## Minimal diatomics-in-molecules against ionic corrections: cost and accuracy for K$_3^+$

### The DIM matrix

Each of $N$ atoms occurs in $N-1$ pairs, so $H=\sum_{A<B}H_{AB}-(N-2)\sum_AH_A$, the starting point of Ellison's diatomics-in-molecules (DIM) method (1963). For K$_3^+$ keep one 4s orbital per atom, all with positive phase, neglect overlap, and measure energies from 2K + K$^+$, which removes the atomic terms. In the singlet structure $|ij\rangle$ atoms $i,j$ are neutral and $k$ is the ion. The fragment $ij$ contributes the neutral singlet ground curve $V_{ij}$. The fragment $ik$ holds one electron in $(i\pm k)/\sqrt2$ with the cation energies $g_{ik}$ ($^2\Sigma_g^+$) and $u_{ik}$ ($^2\Sigma_u^+$). In the localised basis this gives

$$\langle ij|H|ij\rangle=V_{ij}+\tfrac12(g+u)_{ik}+\tfrac12(g+u)_{jk},\qquad \langle ij|H|kj\rangle=\tfrac12(g-u)_{ik}.$$

The singlet spatial function is symmetric, so all three couplings carry this sign. At the equilateral geometry the off-diagonal pattern has eigenvalues $2,-1,-1$, hence

$$E_0(A_1')=V+2g,\qquad E_0(E')=V+\tfrac12g+\tfrac32u\ \ (\text{twice}).$$

### A solvable model

Take a Hubbard triangle with hoppings $-t_{ij}$ and on-site repulsion $U\ge0$. Its fragments give $g=-t$, $u=t$ and $V=\tfrac12\big(U-\sqrt{U^2+16t^2}\big)$, which obeys $V=-4t^2/(U-V)$. The full singlet space adds three ionic structures $|ii\rangle$ at energy $U$, coupled by $B_{ij,ii}=-\sqrt2\,t_{ij}$. Löwdin partitioning eliminates them exactly:

$$H_{\rm eff}(E)=H_c-\frac{BB^T}{U-E},\qquad (BB^T)_{ij,ij}=4t_{ij}^2,\quad (BB^T)_{ij,ik}=2t_{ij}t_{ik},$$

where $H_c$ holds the covalent hops. DIM drops the three-centre elements $2t_{ij}t_{ik}$ and replaces $E$ by $V_{ij}$ in the denominators. For equal $t$, $H_c$ and $BB^T$ have eigenvalues $-2t$ and $8t^2$ in $A_1'$, and $t$ and $2t^2$ in $E'$. The exact lower roots are

$$E=\tfrac12(U-2t)-\sqrt{\tfrac14(U+2t)^2+8t^2},\qquad E'=\tfrac12(U+t)-\sqrt{\tfrac14(U-t)^2+2t^2}.$$

Model A uses assumed potassium-like inputs near the trimer bond length, $g=-0.80$, $u=+0.80$, $V=-0.50$ eV, so $t=0.80$ eV and $U=V-4t^2/V=4.62$ eV. Then $E=-2.336$ eV against $E_0=-2.100$ eV, and $E'=0.490$ eV against 0.300 eV. Model B keeps $t$ and assumes $U=t$; it is weakly correlated and not potassium-like, with $E=-2.961$ and $E_0=-2.849$ eV.

### How the error falls

**DIM.** The error $\delta_0=E_0-E$ is a floor that no extra work within the three structures lowers. Expanding both roots gives $\delta_0\simeq U/6$ for $U\ll t$ and $\delta_0\simeq4t^2/U$ for $U\gg t$.

**Iterated partitioning.** Let $E_{k+1}$ be the lowest eigenvalue of $H_{\rm eff}(E_k)$, starting from DIM. For the normalised covalent vector $c$, the Hellmann–Feynman theorem gives the slope $-\lambda$ at the solution, with $\lambda=|B^Tc|^2/(U-E)^2$, the ratio of ionic to covalent weight. At the equilateral geometry, with $\Delta=U-E$,

$$\delta_{k+1}=-\frac{\lambda\,\delta_k}{1-\delta_k/\Delta},\qquad\lambda=\frac{8t^2}{\Delta^2}.$$

Because $dE/dU$ is the ionic weight, below one, $\Delta$ grows from $4t$ at $U=0$ and $\lambda\le\tfrac12$. A tolerance $\epsilon$ needs $k\approx\ln(\delta_0/\epsilon)/\ln(1/\lambda)$ steps. Model A has $\lambda=0.106$ (0.98 decades per step), model B $\lambda=0.362$ (0.44). Starting instead from the free guess $V$ gives $2V-2t=-2.600$ eV in A, an error of $-264$ meV for the work of one DIM evaluation, so DIM is the better start there.

**Full diagonalisation** of the $6\times6$ matrix is full CI for the model and has no error.

### How work and memory grow

Dense diagonalisation of dimension $n$ costs $\propto n^3$ operations and $n(n+1)/2$ stored elements. The work unit is one $3\times3$ diagonalisation. DIM costs 1 and stores 6 elements. Partitioning costs $1+k$ and stores 18 ($H_c$, $BB^T$, $H_{\rm eff}$). The full matrix costs $(6/3)^3=8$ and stores 21. Assembling $H_{\rm eff}$ takes one subtraction, one division and six multiply-adds, 14 flops, or 6 % of the 243 that the typical count $9n^3$ assigns to a unit; it is neglected.

For singlet K$_N^+$ with $N=2p+1$, DIM places the ion in $N$ ways and couples $2p$ spins in $C_p=\binom{2p}{p}/(p+1)$ ways, while the Weyl formula counts all singlets:

$$n_c=NC_p\propto\frac{2^N}{\sqrt N},\qquad D=\frac{1}{2p+2}\binom{2p+2}{p}\binom{2p+2}{p+1}\propto\frac{4^N}{N^2},\qquad \frac{D}{n_c}=C_{p+1}.$$

For $N=3,5,7$, $n_c=3,10,35$ and $D=6,50,490$. The work ratio $(D/n_c)^3$ is 8, 125, 2744, and the memory ratio, of order $(D/n_c)^2$, is 4, 25, 196. Beyond two electrons the ionic block contains hopping, its dense factorisation costs $\propto(D-n_c)^3$, and partitioning loses its saving.

### Results at the equilateral geometry

| Method | Work | Memory | $\delta$, A (meV) | $\delta$, B (meV) |
|---|---|---|---|---|
| DIM | 1 | 6 | 236 | 112 |
| $k=1$ | 2 | 18 | −25.9 | −41.8 |
| $k=2$ | 3 | 18 | 2.73 | 15.0 |
| $k=3$ | 4 | 18 | −0.289 | −5.43 |
| $k=4$ | 5 | 18 | 0.0305 | 1.96 |
| $k=5$ | 6 | 18 | −0.00323 | −0.711 |
| $k=6$ | 7 | 18 | 0.000342 | 0.257 |
| full | 8 | 21 | 0 | 0 |

The small entries display the convergence rate within the model and say nothing of its fidelity.

### Choice

| Tolerance (meV) | Cheapest, A (work) | Cheapest, B (work) |
|---|---|---|
| 250 | DIM (1) | DIM (1) |
| 30 | $k=1$ (2) | $k=2$ (3) |
| 1 | $k=3$ (4) | $k=5$ (6) |
| 0.1 | $k=4$ (5) | full (8) |

Inside a budget of 1 unit DIM is best; 3 units buy $k=2$, with errors of 2.73 and 15.0 meV; 8 units buy the exact answer. With fewer than 18 stored elements only DIM fits. The cubic law is asymptotic and rough at $n=3$ and 6, so the nominal savings for $k\ge4$, below a factor of 2, are not decisive, and the full matrix is the safer choice there.

Inputs cost too. DIM needs three diatomic curves. Both alternatives need the ionic energy and coupling, which the model extracts from those curves but which for real potassium require further, diabatised dimer states.

All energies here are the model's, which lacks overlap, 4p mixing and charge-dependent pair terms. Against a typical energy of about 1.9 eV for K$_3^+\to$ 2K + K$^+$, the exact value of model A overbinds by roughly a quarter, and $V+2g$ also lies on the overbound side, so the sign of $\delta_0$ need not carry over to the molecule.